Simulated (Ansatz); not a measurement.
## TaN: the change of pressure and energy above lowest point with volume scale

Free energy against uniform scaling of the volume at fixed shape and fractions; periodic cell, basis, potentials, k mesh and filling as listed. The results are calculated, by Ansatz 0.2.0.

The cell before it is scaled or strained (space group P-62m, No. 189):
```
cell vectors (Å)
   5.1960     0.0000     0.0000
  -2.5980     4.4999     0.0000
   0.0000     0.0000     2.9110
atoms (fractions of the cell vectors)
Ta  0.33333  0.66667  0.50000
Ta  0.66667  0.33333  0.50000
Ta  0.00000  0.00000  0.00000
N   0.39285  0.00000  0.00000
N   0.60715  0.60715  0.00000
N   0.00000  0.39285  0.00000
```

Settings of every row: functional r2SCAN; dispersion D3(BJ)+ATM; potentials PAW; wave cutoff 500 eV; density cutoff 2000 eV; k mesh 5x5x8; k shift 0x0x0; occupations fermi dirac; smearing width 0.1 eV; spin none.

Limits: coarse k mesh, up to 40 meV an atom off; no spin-orbit coupling, which can matter with elements this heavy.

```
row  volume scale  V (Å³/atom)  pressure (GPa)  energy above lowest point (meV/atom)
  1          0.88        9.983           54.24                                   200
  2          0.92       10.436            31.7                                  79.4
  3          0.96        10.89               ?                                     ?
  4             1       11.344           -1.35                                     0
  5          1.04       11.798          -13.34                                  21.4
  6          1.08       12.251          -23.05                                  73.4
  7          1.12       12.705           -30.9                                 150.2
```

Question: what pressure and energy above lowest point should row 3 give?

Worked fit of pressure. Take u = (V_r/V)^(2/3) − 1 with V_r = 11.571 Å³ an atom, which is twice the finite (Eulerian) strain; such expansions in the strain, on which the Birch-Murnaghan equation of state is built, carry the rest volume and the bulk modulus. The shown rows have u = 0.10342, 0.07125, 0.0133, -0.01287, -0.03735, -0.06043. Least squares give pressure = −7.664 + 457.579 × u + 1265.29 × u² + 946.5 × u³ GPa; a parabola predicts inner rows, each left out in turn, worse (root mean square 0.17 against 0.015 GPa). The rows lie off it by 0.00, 0.00, 0.00, 0.01, -0.01, 0.00. The pressure vanishes at u = 0.0160, or V = 11.3 Å³ an atom, and there the bulk modulus at fixed shape and fractions is B = −V dP/dV = (2/3)(1 + u) dP/du = 338 GPa. Letting shape and atoms relax would as a rule lower it, by much in layered, chain or molecular crystals. The withheld row has u = 0.04127, so the fit gives −7.664 + 457.579 × (0.04127) + 1265.29 × (0.04127)² + 946.5 × (0.04127)³ = 13.44 GPa.

The calculation gave 13.45 GPa. The fit lies 0.01 GPa (0.012 % of the column's range) below it, one unit of the last digit.

Worked fit of energy above lowest point. Take u = (V_r/V)^(2/3) − 1 with V_r = 11.571 Å³ an atom, which is twice the finite (Eulerian) strain; such expansions in the strain, on which the Birch-Murnaghan equation of state is built, carry the rest volume and the bulk modulus. The shown rows have u = 0.10342, 0.07125, 0.0133, -0.01287, -0.03735, -0.06043. Least squares give energy above lowest point = 6.48 − 831.16 × u + 25800.3 × u² + 3193 × u³ meV/atom; a parabola predicts inner rows, each left out in turn, worse (root mean square 0.55 against 0.064 meV/atom). The rows lie off it by 0.0, 0.0, 0.0, 0.0, 0.1, 0.0. Its lowest point lies at u = 0.0161, or V = 11.3 Å³ an atom, and the curvature there gives the bulk modulus at fixed shape and fractions, B = (4/9)(1 + u)² E″(u)/V = 338 GPa. Letting shape and atoms relax would as a rule lower it, by much in layered, chain or molecular crystals. The withheld row has u = 0.04127, so the fit gives 6.48 − 831.16 × (0.04127) + 25800.3 × (0.04127)² + 3193 × (0.04127)³ = 16.3 meV/atom.

The calculation gave 16.4 meV/atom. The fit lies 0.1 meV/atom (0.05 % of the column's range) below it, one unit of the last digit.
